An ordered crystal of tin and carbon on a diamond lattice is treated with two density functionals, the cheaper r2SCAN and the costlier HSE06. The atoms stay where they are, so any change in the bands comes from the electronic calculation. At each named k point, v1 and v2 are the highest and second-highest filled levels, c1 and c2 the lowest and second-lowest empty ones. The zero of energy is the top filled level at Gamma, set separately for each functional.

Band levels of SnC3, an ordered alloy on a diamond lattice (4-atom cell, P-4m2, a = 2.979 Å, c = 4.644 Å), computed with Ansatz 0.2.0 (plane-wave PAW, no spin polarisation) at the r2SCAN geometry. The cheaper level is r2SCAN (cutoff 500 eV, 8×8×6 k mesh) and the costlier HSE06 (420 eV, 6×6×4). Energies are measured from each level's own valence top.

```
point name  band v2, cheaper level (eV)  band v1, cheaper level (eV)  band c1, cheaper level (eV)  band c2, cheaper level (eV)  band v2, costlier level (eV)  band v1, costlier level (eV)  band c1, costlier level (eV)  band c2, costlier level (eV)
     Gamma                        0.000                        0.000                        0.766                        1.043                         0.000                         0.000                         1.518                         1.927
         X                       -5.366                       -0.795                        2.100                        3.538                        -5.528                        -0.844                         3.043                         4.220
         M                       -5.779                       -3.824                        0.858                        0.858                        -5.942                        -3.996                         1.445                         1.445
         Z                       -1.228                       -1.228                        0.734                        2.055                        -1.271                        -1.271                         1.544                         2.879
         R                       -2.951                       -0.611                        0.398                        2.605                        -3.024                        -0.652                         1.133                         3.400
         A                       -6.815                       -6.416                        3.998                        3.998                        -7.139                        -6.758                         4.744                         4.744
```

**(a) By what factor does the indirect gap, from Gamma to R, grow on going from r2SCAN to HSE06? Does the same factor apply to the empty level c1 at A? Explain what you find.**

*Solution.* The gap grows from 0.398 to 1.133 eV, a factor of 2.8. At A, c1 goes from 3.998 to 4.744 eV, which is a factor of only 1.2. As differences, however, the two changes are almost equal, 0.74 eV at R and 0.75 eV at A. The empty levels at these two points have therefore been lifted, not multiplied, and the large factor for the gap only says that the gap was small to begin with.

The reason for such a lift lies in the way the two functionals treat exchange. In r2SCAN, exchange is computed from the electron density and related local quantities. The operator built from them doesn't ask whether an orbital is filled or empty. Two orbitals of similar shape are then attracted about equally, even if one holds electrons and the other doesn't.

HSE06 replaces part of this exchange at short range by exact exchange, which is a sum over the filled orbitals. An orbital is lowered by each filled orbital with which it overlaps. A filled orbital belongs to that sum itself, and its own term cancels the repulsion from its own charge; in a crystal this gain is spread over the whole filled band, but it survives. An empty orbital has no such term. Filled levels therefore go down, empty levels go up, and a step opens at the gap.

The choice of zero hides one half of this step, because it pins the valence top in both columns. On the raw energy scales of the two calculations the valence top falls by 0.42 eV and the empty level at R rises by 0.32 eV. This is the pattern that the argument calls for, provided that the zeros of the two potentials can be compared. It isn't a clean measurement of exact exchange, since the remaining, semilocal part of HSE06 also differs from r2SCAN.

Semilocal functionals such as r2SCAN usually give band gaps that are too small, and for most ordinary semiconductors HSE06 comes closer to experiment. For this hypothetical crystal there is no measured gap to compare with. Neither gap includes spin-orbit coupling. With tin in the cell, this coupling should split the twofold level at the valence top and so make both gaps somewhat smaller. It bears on the size of the gap more than on the difference between the functionals.

**(b) Do the filled levels below the valence top keep their distances from it, as they would if the whole filled band moved as one block? Compare Z, M and A.**

*Solution.* They don't. The twofold filled level at Z, 1.23 eV below the top in r2SCAN, sinks by a further 0.04 eV in HSE06. The level v2 at A, 6.82 eV below the top, sinks by 0.32 eV. Every filled level in the table that lies below the top moves away from it, by between 2 and 7 % of its r2SCAN depth, so the filled bands are stretched.

The same exchange argument accounts for this. Orbitals near the bottom of a band are usually smooth and bonding, with few nodes, and they overlap well with many other filled orbitals. Those near the top have more nodes and overlap less well. Exact exchange therefore tends to pull the deep levels down further than the shallow ones. In HSE06 only a fraction of it is used, and only at short range, which keeps the stretch to a few per cent.

Depth alone doesn't settle the matter, as M shows. Its level v2 lies at −5.78 eV in r2SCAN and sinks by 0.16 eV, whereas v1 at A, only 0.64 eV deeper, sinks by twice as much. A single stretching factor would have moved the two by nearly the same amount. A difference in the shape of the orbitals is the likely reason, because overlap depends on shape and not on energy, but this remains an untested inference.

The stretch also shows in the gap at A itself, from v1 to c1 at the same k point. It opens by 1.09 eV, more than at any other point in the table. Of this, 0.75 eV is the lift of the empty level and 0.34 eV the sinking of the filled one. Thus A has an ordinary lift and the largest sinking of a filled level in the table. Depth is only part of the reason. As a percentage of depth, v1 at R and at X sink even more, but the deep levels v2 at X and at M sink by only about 3 %, against about 5 % for the two levels at A.

**(c) Use the change at R to estimate the HSE06 energy of c1 at M from its r2SCAN energy. Is the order of the empty levels preserved?**

*Solution.* Part (a) suggests the simplest possible model, in which the step at the gap is the same for all empty levels. With $E(\mathbf{k})$ for the energy of c1 at the point $\mathbf{k}$, it reads

$$E_{\mathrm{HSE06}}(\mathbf{k}) \approx E_{\mathrm{r2SCAN}}(\mathbf{k}) + \Delta .$$

The shift $\Delta$ is taken from R, so that R itself is no test:

$$\Delta = 1.133 - 0.398 = 0.735\ \text{eV}.$$

For M the estimate is

$$0.858 + 0.735 = 1.593\ \text{eV}.$$

HSE06 gives 1.445 eV, so the estimate is too high by 0.15 eV. That is a modest error beside the shift, but it is enough to spoil the order. In r2SCAN, M has the fourth-lowest c1 of the six points, above R, Z and Gamma, and a rigid shift must leave it there. In HSE06 it is the second-lowest, with only R below it.

What fails is the assumption that all empty orbitals lose the same amount of exchange. Each gives up part of its semilocal attraction, which is strong where the electron density is high, and gets back an exact-exchange term that depends on its overlap with the filled orbitals. The lift reflects the balance of the two. The point X shows that this varies from orbital to orbital. There c1 rises by 0.94 eV, the most of all six points, while c2 rises by only 0.68 eV. Both levels belong to the same k point, so the position in the Brillouin zone can't by itself fix the shift.

Seen in this way, M is the point whose lowest empty orbitals lose least when exact exchange comes in. The table doesn't say why. They may overlap well with the filled orbitals and so get much of the exchange back, or they may lie largely in the open spaces between the bonds, where there is little exchange of either kind to lose. A plot of their density beside that of the filled bands would help to tell the two apart. The two levels c1 and c2 at M coincide in both calculations and rise together, as expected for a pair that symmetry holds at one energy.

The new order deserves some caution. In HSE06, M lies below Gamma by 0.07 eV and below Z by 0.10 eV, and the two calculations used different plane-wave cutoffs and k meshes. A convergence test should come before anything is built on such margins. The exchange of places between Gamma and Z, which are only about 0.03 eV apart in either calculation, is too slight to interpret.

Over the five points other than R, the rigid shift misses the HSE06 values of c1 by 0.12 eV (root mean square). It is nearly exact at Gamma and A, and worst at X, where it is too low by 0.21 eV. The output below lists the miss at each point. For a further k point of this crystal, a sensible first guess is therefore to lift the empty levels by a common amount and to deepen the filled ones by a few per cent. With misses of up to 0.21 eV, the guess can't settle the order of empty levels that lie within one or two tenths of an electronvolt of each other.

In a transistor channel that order matters, because the lowest conduction valleys hold the mobile electrons. Here c1 at M comes down from 0.46 to 0.31 eV above R, which is still about ten times the thermal energy at room temperature. On the points listed, both functionals thus place the electrons at R. The crystal is a hypothetical alloy whose stability hasn't been tested, so this illustrates how a choice of functional affects valley spacings and doesn't propose a channel material.

The analysis program printed:

```
Changes from r2SCAN to HSE06, each from its own valence top, eV:
    row  c1_rise  c2_rise  v1_sinks  v2_sinks  v1_c1_gap_opens
  Gamma    0.752    0.884         0         0            0.752
      X    0.943    0.682     0.049     0.162            0.992
      M    0.587    0.587     0.172     0.163            0.759
      Z     0.81    0.824     0.043     0.043            0.853
      R    0.735    0.795     0.041     0.073            0.776
      A    0.746    0.746     0.342     0.324            1.088
Rigid shift by the rise at R less HSE06 (eV) and deepening of filled levels (% of r2SCAN depth):
    row  c1_miss_eV  c2_miss_eV  v1_deeper_pct  v2_deeper_pct
  Gamma      -0.017      -0.149              0              0
      X      -0.208       0.053          6.164          3.019
      M       0.148       0.148          4.498          2.821
      Z      -0.075      -0.089          3.502          3.502
      R           0       -0.06           6.71          2.474
      A      -0.011      -0.011           5.33          4.754
Ratio of the indirect gaps, HSE06 to r2SCAN: 2.847
Mean rise of c1 over the six points, eV: 0.7622
Largest less smallest rise of c1, eV: 0.356
Rms miss of the rigid shift for c1 at the five points other than R, eV: 0.1193
Span of c1 from R to A, r2SCAN, eV: 3.6
Span of c1 from R to A, HSE06, eV: 3.611
Smallest deepening of a filled level below the top, %: 2.474
Largest deepening of a filled level below the top, %: 6.71
M above R in c1, r2SCAN, eV: 0.46
M above R in c1, HSE06, eV: 0.312
M above Gamma in c1, r2SCAN, eV: 0.092
M above Gamma in c1, HSE06, eV: -0.073
M above Z in c1, r2SCAN, eV: 0.124
M above Z in c1, HSE06, eV: -0.099
Rise of c1 less rise of c2 at X, eV: 0.261
Fall of the valence top on the raw scales, eV: 0.4193
Rise of the conduction minimum at R on the raw scales, eV: 0.3163
```
